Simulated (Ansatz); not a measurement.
# A series in volume per atom on Ge

Results calculated with Ansatz 0.2.0, not measured. Periodic Kohn-Sham DFT of a crystal at fixed atoms; pressure and stress are positive in compression; the energy is the free energy less that of spherical unpolarised free atoms; site moments are those in the method's own spheres, positive along +z.

Cell of the first row (space group Fd-3m, No. 227):
```
cell vectors (Å)
   0.0000     2.7710     2.7710
   2.7710     0.0000     2.7710
   2.7710     2.7710     0.0000
atoms (fractions of the cell vectors)
Ge  0.50000  0.50000  0.50000
Ge  0.75000  0.75000  0.75000
```

Settings of every row: method frozen-core PAW; functional PBEsol; relativity scalar; k mesh 11x11x11; filling fermi-dirac; smearing width 0.05 eV; wave cutoff 420 eV; paw set soft_2.

Atom start moment: 0 on all atoms.

Limits: PAW files made with PBE.

Limits of some rows: small gap, it may come from the mesh (row 1, 2, 3, 4).

```csv
row,volume per atom (Å³),pressure (GPa)
1,21.278,?
2,21.73,3.814
3,22.183,2.137
4,22.409,1.377
5,22.636,0.663
6,22.862,-0.014
7,23.088,-0.659
8,23.541,-1.843
9,23.994,-2.896
```

Question: what pressure should row 1 give?

Worked fit of pressure. Take u = (V_r/V)^(2/3) − 1 with V_r = 22.749 Å³ an atom, which is twice the finite (Eulerian) strain; such expansions in the strain, on which the Birch-Murnaghan equation of state is built, carry the rest volume and the bulk modulus. The shown rows have u = 0.03102, 0.01694, 0.01009, 0.00333, -0.0033, -0.00981, -0.02256, -0.0349. Least squares give pressure = 0.3153 + 102.836 × u + 313.3 × u² GPa; a straight line predicts inner rows, each left out in turn, worse (root mean square 0.1 against 0.0081 GPa). The rows lie off it by 0.007, -0.010, -0.008, 0.002, 0.007, 0.004, 0.002, -0.004 (root mean square 0.0061 GPa). The pressure vanishes at u = -0.0031, or V = 22.86 Å³ an atom, and there the bulk modulus at fixed shape and fractions is B = −V dP/dV = (2/3)(1 + u) dP/du = 67.1 GPa. The withheld row has u = 0.04557, so the fit gives 0.3153 + 102.836 × (0.04557) + 313.3 × (0.04557)² = 5.652 GPa.

The calculation gave 5.701 GPa. The fit lies 0.049 GPa (0.57 % of the column's range) below it; its largest miss of a shown row is 0.010 GPa. This row lies beyond the range of the fit.
